**Question: Where does $J=\frac{4}{\sqrt\pi}E_R\,s^{3/4}e^{-2\sqrt s}$ for a deep optical lattice come from?**

I load $^6$Li into a one-dimensional lattice of period 532 nm, $V=V_0\sin^2(\pi X/d)$. The hopping in the lowest band is always quoted as $J=(4/\sqrt\pi)E_R s^{3/4}e^{-2\sqrt s}$ with $s=V_0/E_R$, "from the Mathieu equation". With a Gaussian in each well I get an exponent $-\pi^2\sqrt s/4$. Is there a small model that gives the exponent and the prefactor by hand? And how good is the formula at realistic depths?

---

**Answer**

Two wells on a ring with one level per well are enough. The level splitting of that system equals the bandwidth of the infinite lattice exactly, and its deep-lattice asymptote follows from elementary integrals.

## Conventions

Set $x=\pi X/d$ and measure energies in $E_R=h^2/8md^2$:

$$-\psi''+s\sin^2x\,\psi=E\,\psi,\qquad \sigma\equiv\sqrt s .$$

Wells sit at $x=0,\pi,\dots$ and barrier tops at $\pi/2,\dots$ Since $\sin^2x=(1-\cos2x)/2$, a shift of $x$ by $\pi/2$ gives Mathieu's form $y''+(A-2q\cos 2x)y=0$ with $q=s/4$, $A=E-2q$ and $\sigma=2\sqrt q$.

## The model

Write band $n$ as $E(k)=\varepsilon-2J\cos kd-2J_2\cos2kd-2J_3\cos 3kd-\dots$ In one dimension each band is monotonic between $k=0$ and $k=\pi/d$, so these points are its edges. They are also the only wavevectors allowed by periodic boundary conditions over two periods. In the basis of the two Wannier functions of that ring,

$$H=\begin{pmatrix}\bar\varepsilon&-2\bar J\\-2\bar J&\bar\varepsilon\end{pmatrix},\qquad E=\bar\varepsilon\mp2\bar J,\qquad W=4|\bar J| .$$

The factor 2 appears because two barriers join the wells. Here $\bar\varepsilon=\varepsilon-2J_2-\dots$ is the midpoint of the edges and $\bar J=J+J_3+\dots$ The term $J_3$ is of third order in the tunnelling exponential, and for $n=0$, $s=20$ it lies below $10^{-4}J$. From here on $|J|=W/4$.

## Exact formula for the splitting

Both edge states have parity $(-1)^n$ about $x=0$. One of them, $u$, is even about the barrier top, and the other, $v$, is odd. Subtracting their equations gives $(uv'-vu')'=-(E_v-E_u)uv$. The bracket vanishes at $x=0$, and $u'=v=0$ at $\pi/2$, so

$$W=E_v-E_u=-\frac{u(\pi/2)\,v'(\pi/2)}{\int_0^{\pi/2}uv\,dx}.$$

This holds at any depth. At $s=0$, $u=1$ and $v=\cos x$ give $W=1$, the free band. For even $n$ the lower state $u$ has $k=0$, and for odd $n$ it has $k=\pi/d$, so $J_n=(-1)^nW_n/4$.

In a deep lattice let $\phi$ be the normalised solution that is localised at $x=0$ and decays into the barrier. Then $u,v=\phi(x)\pm\phi(\pi-x)$, so $u(\pi/2)=2\phi$, $v'(\pi/2)=2\phi'$, and the denominator is $1/2$ up to exponentially small terms. This is Herring's surface formula:

$$W=-8\,\phi(\pi/2)\,\phi'(\pi/2).$$

## Band centre

Expand $s\sin^2x=sx^2-sx^4/3+\dots$ The oscillator gives $(2n+1)\sigma$. With $\langle x^4\rangle=3(2n^2+2n+1)/4\sigma^2$ the quartic term shifts this by $-(2n^2+2n+1)/4$:

$$\bar\varepsilon_n\simeq(2n+1)\sigma-\frac{(2n+1)^2+1}{8},\qquad A_n\simeq-2q+2(2n+1)\sqrt q-\frac{(2n+1)^2+1}{8}.$$

## The tail under the barrier

Put $\phi=e^{-\sigma(1-\cos x)}f(x)$. The terms in $\sigma^2$ cancel and leave, exactly,

$$\sigma\,(2\sin x\,f'+\cos x\,f)-f''=E f .$$

At order $\sigma$, with $E\simeq(2n+1)\sigma$, this is $f'/f=n/\sin x+\tfrac12\tan(x/2)$, so

$$f=C\,\frac{\tan^n(x/2)}{\cos(x/2)} .$$

Fix $C$, at fixed $n$ and large $\sigma$, in the window $(n+1)\,\sigma^{-1/2}\ll x\ll\sigma^{-1/4}$, where this form reduces to $C(x/2)^ne^{-\sigma x^2/2}$. There the oscillator state $(\sigma/\pi)^{1/4}(2^nn!)^{-1/2}H_n(\sqrt\sigma x)e^{-\sigma x^2/2}$ has $H_n\to(2\sqrt\sigma x)^n$, with relative correction $-n(n-1)/4\sigma x^2$, which sets the lower end of the window. Hence $C^2=\sqrt{\sigma/\pi}\,(8\sigma)^n/n!$. At the barrier top $\phi^2=2C^2e^{-2\sigma}$ and $\phi'\simeq-\sigma\phi$, so $W=16\sigma C^2e^{-2\sigma}$:

$$W_n\simeq\frac{16}{\sqrt\pi}\,\sigma^{3/2}\frac{(8\sigma)^n}{n!}e^{-2\sigma}=2^{4n+5}\sqrt{\frac2\pi}\,\frac{q^{n/2+3/4}}{n!}\,e^{-4\sqrt q}.$$

That is the general Mathieu result, an asymptote for $\sigma\to\infty$ at fixed $n$. Its first relative correction, quoted below, has size $(6n^2+14n+7)/16\sigma$, so it needs $(6n^2+14n+7)/16\ll\sigma$, that is $n^2\ll\sigma$ for higher bands. Lying far below the barrier top, $2n+1\ll\sigma$, is necessary but not sufficient: $n=20$, $\sigma=400$ has $(2n+1)/\sigma=0.10$ and a first correction of 42%. For $n=0$, $J=W_0/4=(4/\sqrt\pi)\,s^{3/4}e^{-2\sqrt s}$ in units of $E_R$.

The exponent is the barrier action $\int_0^\pi\sigma\sin x\,dx=2\sigma$. A Gaussian replaces $\sin x$ by $x$ on each half of the barrier, which gives $\pi^2/4=2.47$ in place of 2. At $s=20$ its density at the barrier top is too small by the factor $2e^{(\pi^2/4-2)\sigma}=16$, which grows without bound with depth. The Gaussian is fine inside the well, but $J$ depends only on the tail.

## First correction for the lowest band

Write $f=f_0(1+g/\sigma)$ with $f_0=1/\cos(x/2)$, $t=\tan(x/2)$ and $E=\sigma+e_0+e_1/\sigma$. Since $f_0''/f_0=\tfrac14+\tfrac12t^2$, order $\sigma^0$ reads $2\sin x\,g'=e_0+\tfrac14+\tfrac12t^2$. Regularity at $x=0$ forces $e_0=-\tfrac14$, as found above, and then $g=t^2/8$. The next order, evaluated at $x=0$, gives $e_1=-(f_0g)''(0)=-\tfrac1{16}$.

Three factors correct $W_0$:

- $\phi^2(\pi/2)$ gains $1+2g/\sigma=1+1/4\sigma$.
- $\phi'/\phi=-\sigma+\tfrac12$ gives $1-1/2\sigma$.
- The norm, with $w=2\sin(x/2)$, is $\int e^{-\sigma w^2}(1-w^2/4)^{-3/2}dw\simeq\sqrt{\pi/\sigma}\,(1+3/16\sigma)$, which divides.

Since $\tfrac14-\tfrac12-\tfrac3{16}=-\tfrac7{16}$,

$$J\simeq\frac4{\sqrt\pi}s^{3/4}e^{-2\sqrt s}\left(1-\frac{7}{16\sqrt s}\right),\qquad \bar\varepsilon_0\simeq\sqrt s-\frac14-\frac1{16\sqrt s}.$$

## Numbers

The ring can be diagonalised numerically in plane waves $e^{ipx}$ with integer $p$, diagonal elements $p^2+s/2$ and coupling $-s/4$ between $p$ and $p\pm2$. Even $p$ is $k=0$ and odd $p$ is $k=\pi/d$. With 31 waves per block all printed digits are converged, and I call these values exact.

Inputs for lithium, all assumed: mass 6.015 u, $d=532$ nm (retro-reflected 1064 nm light), depths $s=20,40,60$. Then $E_R/h=29.30$ kHz, $E_R/k_B=1.406\ \mu$K, and $s=20$ means $V_0/k_B=28.1\ \mu$K.

Centre of the lowest band, in $E_R$:

| $s$ | exact | $\sigma-\frac14$ | with $-1/16\sigma$ |
|---|---|---|---|
| 20 | 4.205 | 4.222 | 4.208 |
| 40 | 6.063 | 6.075 | 6.065 |
| 60 | 7.487 | 7.496 | 7.488 |

Width of the lowest band, in $10^{-3}E_R$, and the exact hopping:

| $s$ | exact | leading | corrected | $J/h$ (Hz) |
|---|---|---|---|---|
| 20 | 9.965 | 11.14 | 10.05 | 73.0 |
| 40 | 0.4275 | 0.4609 | 0.4291 | 3.13 |
| 60 | 0.03426 | 0.03640 | 0.03434 | 0.251 |

The leading formula is high by 12%, 8% and 6%, the corrected one by 0.8%, 0.4% and 0.2%. At $s=20$ the leading formula gives $J/h=81.6$ Hz and the corrected one 73.6 Hz. The relative error of the leading form falls only as $s^{-1/2}$, so it supports one or two figures at these depths.

The centre formula and the width formula have different accuracies. The term $1/16\sigma$ dropped from the three-term centre is $0.014\,E_R$ at $s=20$, more than the whole bandwidth. The power series in $1/\sigma$ is common to both edges and says nothing about $W$, and the edges cannot be located as centre $\pm W/2$ from the truncated series.

Excited bands converge more slowly. For $n=1$ the leading width is $8\sigma W_0$, which is $0.3985\,E_R$ at $s=20$ against the exact $0.2413$, and $2.256\times10^{-3}E_R$ at $s=60$ against $1.758\times10^{-3}$. The Mathieu literature gives the general factor $1-(6n^2+14n+7)/16\sigma$, which I quote without derivation. It agrees with the $7/16$ derived above, and for $n=1$ it brings the two widths to $0.2482$ and $1.764\times10^{-3}$.

An atom placed in one well of the ring is an equal superposition of the two edge states and returns after $h/W_0$, which is 3.42 ms at $s=20$ and 1.0 s at $s=60$.

These frequencies belong to the model, a single atom in a pure sinusoid at the assumed depth. Two things it omits are comparable to $J$ or control it. In a vertical lattice gravity, with the typical $g=9.81$ m/s$^2$, tilts neighbouring sites by $mgd/h=79$ Hz. That is about $J/h$ at $s=20$ and far above $W_0/h$ at $s=40$, where the eigenstates are localised on single sites. The depth calibration also matters: the leading formula has $d\ln J/d\ln s=\tfrac34-\sqrt s=-3.7$ at $s=20$, so a 1% rise in laser intensity lowers $J$ by 3.7%.